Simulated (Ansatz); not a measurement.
SbCl3 (antimony trichloride): methods side by side

SbCl3: 4 atoms, total charge 0, spin state singlet. As SMILES, `[Cl][Sb]([Cl])[Cl]`. The shape is that of a PBE0-D4/def2-TZVP optimisation.

Each level gives the HOMO–LUMO gap (eV). The values are calculated.

| level | kind | program | value (eV) | CPU time |
| --- | --- | --- | --- | --- |
| HF/def2-SVPD (core potential) | Hartree–Fock | Ansatz | 12.00 | 7.3 s |
| SVWN5/def2-SVPD (core potential) | LDA | Ansatz | 4.68 | 7.4 s |
| BLYP/def2-SVPD (core potential) | GGA | Ansatz | 4.72 | 11 s |
| PBE/def2-SVPD (core potential) | GGA | Ansatz | 4.76 | 11 s |
| PBE0/def2-SVPD (core potential) | global hybrid | Ansatz | 6.59 | 16 s |
| CAM-B3LYP/def2-SVPD (core potential) | range-separated hybrid | Ansatz | 8.76 | 20 s |
| wB97M-V/def2-SVPD (core potential) | range-separated hybrid | Ansatz | 10.41 | 2.2 min |
| wB97X/def2-SVPD (core potential) | range-separated hybrid | Ansatz | 10.67 | 58 s |

The values span 4.68 to 12.00 eV. Orbital gaps aren't excitation energies; they tend to grow with the share of exact exchange. Times are those of the runs behind each value, whatever else they computed, on shared processors of several kinds: orders of magnitude only.

The three semilocal functionals agree closely, from 4.68 to 4.76 eV, so gradient corrections hardly matter for this gap. The cleanest comparison is PBE with PBE0, where replacing part of the semilocal exchange with exact exchange raises the gap from 4.76 to 6.59 eV. A semilocal potential acts alike on filled and empty orbitals, whereas nonlocal exchange stabilises the filled ones much more. The range-separated hybrids go further because their exact exchange increases with electron separation. CAM-B3LYP, which retains only part of it at long range, accordingly lies below wB97X and wB97M-V.

In chemical terms, the HOMO of such a pyramidal molecule is expected to combine the antimony lone pair with chlorine p character, and the LUMO to be Sb–Cl antibonding with strong antimony p character. The spread therefore probably reflects the treatment of exchange rather than different pictures of the bonding. Deciding which value lies closest to the fundamental gap would require the ionisation energy and electron affinity.
